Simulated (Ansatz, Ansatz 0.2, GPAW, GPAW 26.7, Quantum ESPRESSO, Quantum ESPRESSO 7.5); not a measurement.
# Work function of clean Ta(211) with LDA and PBE: the effect of surface relaxation

## The measurement

The reference is a work function of 4.45 eV for the clean (211) face of tantalum, tabulated from earlier experimental work in "Anisotropic work function of elemental crystals" (2019, arXiv:1902.07811). The method of measurement is not given with the value, and the temperature and the preparation of the sample are not known to us. This matters for tantalum, because its surfaces readily take up oxygen and are hard to clean, and because the work function depends strongly on the face exposed: contamination, or patches of other orientation, can shift a measured value. We therefore treat the number as a second-hand reference for a nominally clean face. The layer spacings and the surface energy of the slab are not compared with experiment here.

| compared with | measured | method |
| --- | --- | --- |
| work function of the clean Ta(211) face (eV) | 4.45 | compiled from earlier experiments; the method is not given with the … |

Conditions are those given with the value in the passage it was taken from; "not stated" means there, and the paper may say more elsewhere. The values are a selection: others may have been left out beforehand as unlike or outlying.

## Model and target

We want the cheapest level of theory that gives the work function of clean Ta(211) within 0.2 eV of the reference. We chose this target because common density functionals typically differ among themselves by a few tenths of an eV for metal work functions, so that it can still separate a suitable level from an unsuitable one, while differences between faces of one metal are often larger.

The model is a symmetric, nonmagnetic slab of bcc tantalum with an ideal 1x1 termination, and the work function is the vacuum level less the Fermi level. The lattice constant is 3.31 Å, a rounded handbook value. The slab is static, without the thermal and zero-point motion of a real surface; we expect this to matter by a few hundredths of an eV at most.

We begin with a thin, bulk-cut slab and a local functional, then improve the slab and the sampling, and then let the surface layers relax, which an open face such as this one calls for. Checks of thickness and mesh, and against other potentials, are to show what size of numerical error to reckon with.

System: clean Ta(211) surface; bcc Ta, a = 3.31 A (handbook value rounded to two decimals); symmetric slab of 10 layers, 16 A of vacuum.

## 1. A thin LDA slab to start

Five layers, a coarse mesh and a low cutoff with LDA make a light first calculation. It should place the work function to within a few tenths of an eV. LDA usually gives higher work functions than the gradient-corrected functionals, so we expect a value on the high side for the given geometry.

**Run 1.** Ansatz 0.2: LDA, bulk-cut slab at the handbook lattice constant, 5 layers, 6x4 mesh, 250 eV.

Key lines of the input:
```
crystal:
  lattice:
    - [2.8665440865, 0.0, 0.0]
    - [0.0, 4.6810468915, 0.0]
    - [0.0, 0.0, 21.4052073657]
  atoms:
    - { symbol: Ta, position: [0.6666666667, 0.0, 0.3737408315] }
    - { symbol: Ta, position: [0.3333333333, 0.5, 0.4368704158] }
    - { symbol: Ta, position: [0.0, 0.0, 0.5] }
    - { symbol: Ta, position: [0.6666666667, 0.5, 0.5631295842] }
    - { symbol: Ta, position: [0.3333333333, 0.0, 0.6262591685] }
hamiltonian:
  xc: lda
kpoints:
  mp_grid: { grid: [6, 4, 1] }
scf:
  occupations: { method: methfessel_paxton, width: 0.1 }
  convergence: { dr2_threshold: 1.0e-09 }
efield:
  axis: 3
  dipole_correction: true
basis:
  ecutwfc: "250 eV"
```

Command:
```
ansatz run input.yaml --threads 2 --pin off --max-ram 4096MiB --backend cpu --events-out ev --progress --plain --runs-dir out
```

Selected lines of the output:
```
SCF 1 converged in 10 iterations: F = -48406.654734 eV  dr2 = 3.35e-10
SCF converged after 10 iterations
Free energy (F): -48406.654734 eV
Fermi energy:    3.316833 eV
Step filling:    the computed levels leave a gap of 0.0123 eV = 0.1 smearing widths at the electron count; against every level under it full and every level over it empty, smearing changes F+E_penalty+E_count by +1.600 meV and its σ→0 estimate by +0.867 …
Dipole field:    D = 0.000001 V/Å  (p = 0.000001 e·Å, saw-weighted, corrected)
Work function:   Φ+ = 3.8255 eV   Φ− = 3.8255 eV
```

Converged; 3.8 s on 2 cores of Arm Neoverse V2, shared host. Warnings: cutoff_below_recommended (cutoff below the recommended one); xc_potential_rough_in_thin_density (in short: The exchange-correlation potential varies sharply where the density is thin, so no vacuum level should be read from v_tot or v_xc; the notice says which field, if any, gives one).

| quantity | run 1 | measured | deviation |
| --- | --- | --- | --- |
| work function of the clean Ta(211) face (eV) | 3.825 | 4.45 | −0.625 |
| lattice constant a used for the slab (Å) | 3.310 |  |  |

The thin slab gives 3.825 eV, which is 0.625 eV below the reference and not on the high side as we had expected of LDA. The two faces agree, as they must in a symmetric slab. The cutoff is below the recommended one, and both the five layers and the mesh are coarse, so this miss cannot yet be put down to the functional. The other warning concerns reading a vacuum level from potentials that vary sharply where the density is thin; we take the work function from the program's own line for it and read nothing from those potentials.

## 2. Ten layers, with LDA and PBE

We now double the thickness, refine the mesh and return to the default cutoff, with the atoms still at their bulk positions. This changes several settings at once, but it gives a sounder base than repairing the thin slab piece by piece. Running PBE alongside LDA on the same slab shows how much the functional matters before any relaxation is paid for. We expect PBE to lie one or two tenths of an eV below LDA.

**Run 2.** Ansatz 0.2: LDA, bulk-cut slab at the handbook lattice constant; 10 layers, 16 A vacuum, 12x8 mesh, default cutoff, MP smearing 0.1 eV.

Key lines of the input:
```
crystal:
  lattice:
    - [2.8665440865, 0.0, 0.0]
    - [0.0, 4.6810468915, 0.0]
    - [0.0, 0.0, 28.1617165729]
  atoms:
    - { symbol: Ta, position: [0.6666666667, 0.5, 0.2840735926] }
    - { symbol: Ta, position: [0.3333333333, 0.0, 0.3320572387] }
    # ... 4 more lines ...
    - { symbol: Ta, position: [0.6666666667, 0.5, 0.5719754691] }
    - { symbol: Ta, position: [0.3333333333, 0.0, 0.6199591152] }
    - { symbol: Ta, position: [0.0, 0.5, 0.6679427613] }
    - { symbol: Ta, position: [0.6666666667, 0.0, 0.7159264074] }
hamiltonian:
  xc: lda
kpoints:
  mp_grid: { grid: [12, 8, 1] }
scf:
  occupations: { method: methfessel_paxton, width: 0.1 }
  convergence: { dr2_threshold: 1.0e-09 }
efield:
  axis: 3
  dipole_correction: true
# cutoff taken by the program: 420 eV
```

Selected lines of the output:
```
SCF 1 converged in 9 iterations: F = -96820.186833 eV  dr2 = 5.33e-10
SCF converged after 9 iterations
Free energy (F): -96820.186833 eV
Fermi energy:    6.764900 eV
Dipole field:    D = 0.000003 V/Å  (p = 0.000006 e·Å, saw-weighted, corrected)
Work function:   Φ+ = 3.9900 eV   Φ− = 3.9900 eV
```

Converged; 66 s, same machine. Warnings: xc_potential_rough_in_thin_density.

**Run 3.** Ansatz 0.2: PBE, bulk-cut slab at the handbook lattice constant; 10 layers, 16 A vacuum, 12x8 mesh, default cutoff, MP smearing 0.1 eV.

Key lines of the input, as changed from run 2:
```diff
  hamiltonian:
-   xc: lda
+   xc: pbe
```

Selected lines of the output:
```
SCF 1 converged in 10 iterations: F = -99317.683316 eV  dr2 = 2.76e-10
SCF converged after 10 iterations
Free energy (F): -99317.683316 eV
Fermi energy:    7.075340 eV
Step filling:    the computed levels leave a gap of 0.0077 eV = 0.1 smearing widths at the electron count; against every level under it full and every level over it empty, smearing changes F+E_penalty+E_count by -0.533 meV and its σ→0 estimate by -1.248 …
Dipole field:    D = -0.000001 V/Å  (p = -0.000002 e·Å, saw-weighted, corrected)
Work function:   Φ+ = 3.7122 eV   Φ− = 3.7122 eV
```

Converged; 67 s, same machine. Warnings: xc_potential_rough_in_thin_density.

| quantity | run 2 | run 3 | measured |
| --- | --- | --- | --- |
| work function of the clean Ta(211) face (eV) | 3.990 | 3.712 | 4.45 |
| lattice constant a used for the slab (Å) | 3.310 | 3.310 |  |

With the thicker slab, finer mesh and default cutoff, the LDA value rises by 0.165 eV to 3.990 eV, still 0.46 eV below the reference. The three changes were made together, so the rise cannot be divided among them. PBE gives 3.712 eV, which is 0.278 eV below LDA; the order is the one we expected, the distance somewhat larger. Both functionals miss the reference on the same side, and by more than they differ from each other.

## 3. Relaxing the surface layers

What both slabs lack is relaxation. On an open face the outer atoms have lost many neighbours and usually move inwards, which alters the surface dipole and with it the work function. We relax the outer layers with both functionals at the same lattice constant, holding the middle layers fixed. This costs several force steps instead of one single point, but a bulk-cut surface is not a fair model of this face. We expect a shift of around a tenth of an eV, too little to close either gap, and do not venture its sign.

**Run 4.** Ansatz 0.2: LDA, relaxed with the middle layers fixed at the handbook lattice constant; 10 layers, 16 A vacuum, 12x8 mesh, default cutoff, MP smearing 0.1 eV.

Key lines of the input, as changed from run 2:
```diff
+ relax:
+   f_tol: 0.01
+   max_steps: 40
+   constraints: [{ sites: [4, 5] }]
```

Selected lines of the output:
```
relax step   8: F+E_penalty+E_count = -96820.88804822 eV  Δ(F+E_penalty+E_count) = -8.660e-5 eV  max|allowed force component| = 4.645e-3 eV/Å  Δτ_max = 0.0028 Å  (7 SCF iters, accepted)
Work function:   Φ+ = 4.2711 eV   Φ− = 4.2711 eV
```

Converged; 6.1 min, same machine. Warnings: xc_potential_rough_in_thin_density.

Known limit of this kind of run: sound for the work function; the slab is held at the handbook lattice constant, and this functional's own constant was not determined.

**Run 5.** Ansatz 0.2: PBE, relaxed with the middle layers fixed at the handbook lattice constant; 10 layers, 16 A vacuum, 12x8 mesh, default cutoff, MP smearing 0.1 eV.

Key lines of the input, as changed from run 4:
```diff
  hamiltonian:
-   xc: lda
+   xc: pbe
```

Selected lines of the output:
```
Work function:   Φ+ = 3.9715 eV   Φ− = 3.9715 eV
```

Converged; 5.6 min, same machine. Warnings: xc_potential_rough_in_thin_density.

| quantity | run 4 | run 5 | measured |
| --- | --- | --- | --- |
| work function of the clean Ta(211) face (eV) | 4.271 | 3.971 | 4.45 |
| change of the first interlayer spacing from the bulk spacing (%) | −20.04 | −15.39 |  |
| change of the second interlayer spacing from the bulk spacing (%) | 0.68 | 4.58 |  |
| lattice constant a used for the slab (Å) | 3.310 | 3.310 |  |

Relaxation raises the work function by 0.281 eV with LDA and 0.259 eV with PBE, far more than the tenth of an eV we had expected. The first interlayer spacing shrinks by 20.04 % and 15.39 % respectively. The sign fits the usual picture: the inward move flattens the open surface and so weakens the dipole that lowers its work function. This cause is argued here, not shown.

LDA now stands at 4.271 eV, 0.179 eV below the reference: a narrow pass, with a margin too thin to rank levels on. PBE, at 3.971 eV, misses by 0.479 eV. The LDA result also carries a doubt about its geometry. LDA usually prefers a smaller lattice constant than the measured one, so the imposed 3.31 Å probably leaves the interior of the slab stretched, and part of the large contraction may be a response to that stress.

## 4. Two checks of the LDA result

We first let LDA choose its own bulk lattice constant and relax the slab built on it, which removes the imposed stress. We expect a smaller cell, a weaker contraction of the first spacing and a modest change in the work function. The second check repeats the bulk-cut LDA slab in GPAW with plane waves, to be set against our 3.990 eV for the same geometry. It tests the program and its atomic data together, on a somewhat coarser mesh, and costs no relaxation. With so thin a margin, either check could undo the pass.

**Run 6.** Ansatz 0.2: LDA, bulk cell relaxed first, slab built at that lattice constant and its relaxed with the middle layers fixed; 10 layers, 16 A vacuum, 12x8 mesh, default cutoff, MP smearing 0.1 eV.

Key lines of the input:
```
crystal:
  lattice:
    - [2.8170207957, 0.0, 0.0]
    - [0.0, 4.6001756961, 0.0]
    - [0.0, 0.0, 27.9516070442]
  atoms:
    - { symbol: Ta, position: [0.6666666667, 0.5, 0.2862089463] }
    - { symbol: Ta, position: [0.3333333333, 0.0, 0.3337180694] }
    # ... 4 more lines ...
    - { symbol: Ta, position: [0.6666666667, 0.5, 0.5712636845] }
    - { symbol: Ta, position: [0.3333333333, 0.0, 0.6187728076] }
    - { symbol: Ta, position: [0.0, 0.5, 0.6662819306] }
    - { symbol: Ta, position: [0.6666666667, 0.0, 0.7137910537] }
hamiltonian:
  xc: lda
kpoints:
  mp_grid: { grid: [12, 8, 1] }
scf:
  occupations: { method: methfessel_paxton, width: 0.1 }
  convergence: { dr2_threshold: 1.0e-09 }
efield:
  axis: 3
  dipole_correction: true
relax:
  f_tol: 0.01
  max_steps: 40
  constraints: [{ sites: [4, 5] }]
# cutoff taken by the program: 420 eV
```

Selected lines of the output:
```
Work function:   Φ+ = 4.2553 eV   Φ− = 4.2553 eV
```

Converged; 4.7 min, same machine. Warnings: stress_scf_threshold_loose (a loose SCF threshold for stresses); xc_potential_rough_in_thin_density.

**Run 7.** GPAW 26.7: LDA, plane waves 450 eV, bulk-cut slab of 10 layers at the handbook lattice constant, 10x6 mesh.

Key lines of the input:
```
slab.calc = GPAW(mode=PW(450), xc='LDA', kpts={'size': (10, 6, 1), 'gamma': True},
                 occupations={'name': 'fermi-dirac', 'width': 0.1}, nbands='130%',
                 convergence={'density': 1e-05}, maxiter=150,
                 symmetry={'tolerance': 1e-3}, txt='slab.txt')
below, above = np.interp([low - 6.5, high + 6.5], z, v)
```

Command:
```
OMP_NUM_THREADS=1 OPENBLAS_NUM_THREADS=1 python run.py
```

Selected lines of the output:
```
potential 6.5 A off the faces, from the Fermi level: lower 4.0216 eV, upper 4.0217 eV
```

Converged; 14 min on 1 core of Arm Neoverse V2, shared host.

| quantity | run 6 | run 7 | measured |
| --- | --- | --- | --- |
| work function of the clean Ta(211) face (eV) | 4.255 | 4.022 | 4.45 |
| change of the first interlayer spacing from the bulk spacing (%) | −16.17 | – |  |
| change of the second interlayer spacing from the bulk spacing (%) | 4.19 | – |  |
| lattice constant a used for the slab (Å) | 3.253 | 3.310 |  |
| surface energy (J/m²) | 3.081 | – |  |

LDA's own lattice constant is 3.253 Å, against the imposed 3.31 Å. The contraction of the first spacing weakens from 20.04 % to 16.17 %, so part of it did come with the stretched cell. The work function hardly responds: it falls by 0.016 eV to 4.255 eV. That is 0.195 eV below the reference, still a pass, but only 0.005 eV inside the limit. The program warns of a loose self-consistency threshold for stresses, which leaves some doubt about the exact lattice constant.

For the bulk-cut slab GPAW gives 4.022 eV, 0.032 eV above our earlier value. The two calculations also differ in mesh and smearing, so this is not a pure test of the atomic data, but it rules out a large error peculiar to one program for that geometry. The difference is nevertheless larger than the margin by which the relaxed LDA slab passes.

## 5. Thickness, mesh and the PBE miss

With such a margin, slab thickness and mesh matter. We test both on the bulk-cut PBE slab, with 15 layers and with a 22x14 mesh, each against 3.712 eV. Strictly these tests count for PBE; for LDA they only indicate what size of numerical error to reckon with. We expect shifts of a few hundredths of an eV, enough to matter for the LDA pass but not for the PBE miss.

Before that miss is laid to the functional, we also recompute the work function in Quantum ESPRESSO with PseudoDojo potentials, as a single point on the relaxed PBE geometry. A value near 3.971 eV would make the potentials an unlikely cause.

**Run 8.** Ansatz 0.2: PBE, bulk-cut slab, with 15 layers (base case: bulk-cut slab at the handbook lattice constant; 10 layers, 16 A vacuum, 12x8 mesh, default cutoff, MP smearing 0.1 eV).

Selected lines of the output:
```
Work function:   Φ+ = 3.7181 eV   Φ− = 3.7182 eV
```

Converged; 2.6 min on 2 cores of Arm Neoverse V2, shared host. Warnings: xc_potential_rough_in_thin_density.

**Run 9.** Ansatz 0.2: PBE, bulk-cut slab, with 22x14 mesh (base case: bulk-cut slab at the handbook lattice constant; 10 layers, 16 A vacuum, 12x8 mesh, default cutoff, MP smearing 0.1 eV).

Key lines of the input, as changed from run 3:
```diff
  kpoints:
-   mp_grid: { grid: [12, 8, 1] }
+   mp_grid: { grid: [22, 14, 1] }
```

Selected lines of the output:
```
Work function:   Φ+ = 3.7232 eV   Φ− = 3.7232 eV
```

Converged; 3 min, same machine. Warnings: xc_potential_rough_in_thin_density.

**Run 10.** Quantum ESPRESSO 7.5: PBE, PseudoDojo norm-conserving pseudopotentials, on the PBE-relaxed geometry; 10 layers, 16 A vacuum, 12x8 mesh, cold smearing 0.02 Ry.

Key lines of the input:
```
&control
  calculation = 'scf'
/
&system
  ibrav = 0
  nat = 10
  ntyp = 1
  ecutwfc = 50
  ecutrho = 200
  occupations = 'smearing'
  smearing = 'mv'
  degauss = 0.02
/
&electrons
  conv_thr = 1e-07
  mixing_beta = 0.4
  electron_maxstep = 120
  mixing_mode = 'local-TF'
/
ATOMIC_SPECIES
  Ta  180.9479  Ta.dojo-sr-pbe-0.4.1-standard.upf
CELL_PARAMETERS angstrom
  2.86654408650000 0.00000000000000 0.00000000000000
  0.00000000000000 4.68104689150000 0.00000000000000
  0.00000000000000 0.00000000000000 28.16171657290000
ATOMIC_POSITIONS crystal
  Ta  0.742727459289 0.500000000000 0.289363936157
  Ta  0.323260980200 0.000000000000 0.329964301135
  ... 4 more lines ...
  Ta  0.664374024668 0.500000000000 0.572339591075
  Ta  0.315608737146 0.000000000000 0.619852852273
  Ta  0.010072687801 0.500000000000 0.670035724903
  Ta  0.590605652714 0.000000000000 0.710636034416
K_POINTS automatic
  12 8 1 0 0 0
```

Selected lines of the output and, marked #, of the analysis:
```
# read off the planar mean of calc.pot.dat: phi_plus = 3.9592 eV
```

Converged; 16 min on 2 cores of Arm Neoverse V1, shared host.

| quantity | run 8 | run 9 | run 10 | measured |
| --- | --- | --- | --- | --- |
| work function of the clean Ta(211) face (eV) | 3.718 | 3.723 | 3.959 | 4.45 |
| lattice constant a used for the slab (Å) | 3.310 | 3.310 | 3.310 |  |

On the bulk-cut PBE slab, going to 15 layers raises the work function by 0.006 eV, and the denser mesh raises it from 3.712 to 3.723 eV, by about 0.01 eV. Both shifts are smaller than the few hundredths we had expected. They are negligible beside the PBE miss, but still larger than the 0.005 eV by which LDA passes at its own lattice constant. We do not carry them over to the relaxed LDA slab, for which checks of thickness and mesh are not shown in this report.

Quantum ESPRESSO with PseudoDojo potentials gives 3.959 eV on the relaxed PBE geometry, 0.012 eV below our earlier value, with a different smearing as well. Two programs with different potentials thus place PBE almost half an eV below the reference. This makes the potentials an unlikely cause of the miss and leaves the functional, the ideal surface model and the reference itself to be considered.

## Collected results

| run | settings | work function of the clean Ta(211) face (eV) | deviation | cost |
| --- | --- | --- | --- | --- |
| 1 | Ansatz: LDA, bulk-cut slab at the handbook lattice constant, 5 layers, 6x4 mesh, 250 eV | 3.825 | −0.625 | under 1 core-min |
| 2 | Ansatz: LDA, bulk-cut slab at the handbook lattice constant, 10 layers, 16 A vacuum, 12x8 mesh, default cutoff, MP smearing 0.1 eV | 3.990 | −0.460 | 2.2 core-min |
| 3 | Ansatz: PBE, bulk-cut slab at the handbook lattice constant, 10 layers, 16 A vacuum, 12x8 mesh, default cutoff, MP smearing 0.1 eV | 3.712 | −0.738 | 2.2 core-min |
| 4 | Ansatz: LDA, relaxed with the middle layers fixed at the handbook lattice constant, 10 layers, 16 A vacuum, 12x8 mesh, default cutoff, MP smearing 0.1 eV | 4.271 | −0.179 | 12 core-min |
| 5 | Ansatz: PBE, relaxed with the middle layers fixed at the handbook lattice constant, 10 layers, 16 A vacuum, 12x8 mesh, default cutoff, MP smearing 0.1 eV | 3.971 | −0.479 | 11 core-min |
| 6 | Ansatz: LDA, bulk cell relaxed first, 10 layers, 16 A vacuum, 12x8 mesh, default cutoff, MP smearing 0.1 eV | 4.255 | −0.195 | 9.4 core-min |
| 7 | GPAW: LDA, plane waves 450 eV, bulk-cut slab of 10 layers at the handbook lattice constant, 10x6 mesh | 4.022 | −0.428 | 14 core-min |
| 8 | Ansatz: PBE, bulk-cut slab | 3.718 | −0.732 | 5.3 core-min |
| 9 | Ansatz: PBE, bulk-cut slab | 3.723 | −0.727 | 6 core-min |
| 10 | Quantum ESPRESSO: PBE, PseudoDojo norm-conserving pseudopotentials, on the PBE-relaxed geometry, 10 layers, 16 A vacuum, 12x8 mesh, cold smearing 0.02 Ry | 3.959 | −0.491 | 32 core-min |
|  | measured | 4.45 |  |  |

## Outcome

Relaxed LDA meets the 0.2 eV target only narrowly. It gives 4.255 eV at its own lattice constant, 0.195 eV below the reference, for about 9 core-minutes. Measured work functions of one face scatter by 0.1 to 0.2 eV, so an equally good measurement could reverse this pass, and it does not establish LDA as accurate enough. Relaxed PBE misses clearly, by 0.479 eV.

Relaxing the surface layers was the decisive step, raising the work function by 0.26 to 0.28 eV. Giving LDA its own lattice constant changed the contraction of the first spacing markedly but the work function by only 0.016 eV. The initial thin slab contributed little to the result.

Every level lies below the reference. For PBE, a second program with other potentials agrees to 0.012 eV, and the thickness and mesh tests on the bulk-cut slab moved the value by about 0.01 eV at most. Numerical error is therefore an unlikely source of the PBE miss. The functional may account for part of it. The measured surface may also differ from an ideal (211) face, through adsorbed oxygen or patches of other orientation, but we have no evidence of this and can give neither the size nor the sign of such a shift. One value on one face cannot tell whether LDA is close because it describes the surface better or because its higher work functions happen to offset another error.

Thermal and zero-point motion, which we expect to matter by a few hundredths of an eV at most, should not explain the PBE miss but could be enough to tip the LDA result. Checks of thickness and mesh for the relaxed LDA slab are not shown in this report, nor is the effect of spin-orbit coupling, which deserves a check for so heavy a metal given how thin the LDA margin is.

[Logs are printed without paths, hosts, clocks, repeated set-up lines and the standing remarks that a program may print on its own settings, such as how far it seeks lower states.]

[The runs shown are a pick from a larger set of finished runs; failed, doubtful and other runs were left out of it ahead of writing. So were measured values far from every level or from commonly accepted values, and agreement can look better than it is. Lines of input and output are excerpts and may be shortened.]
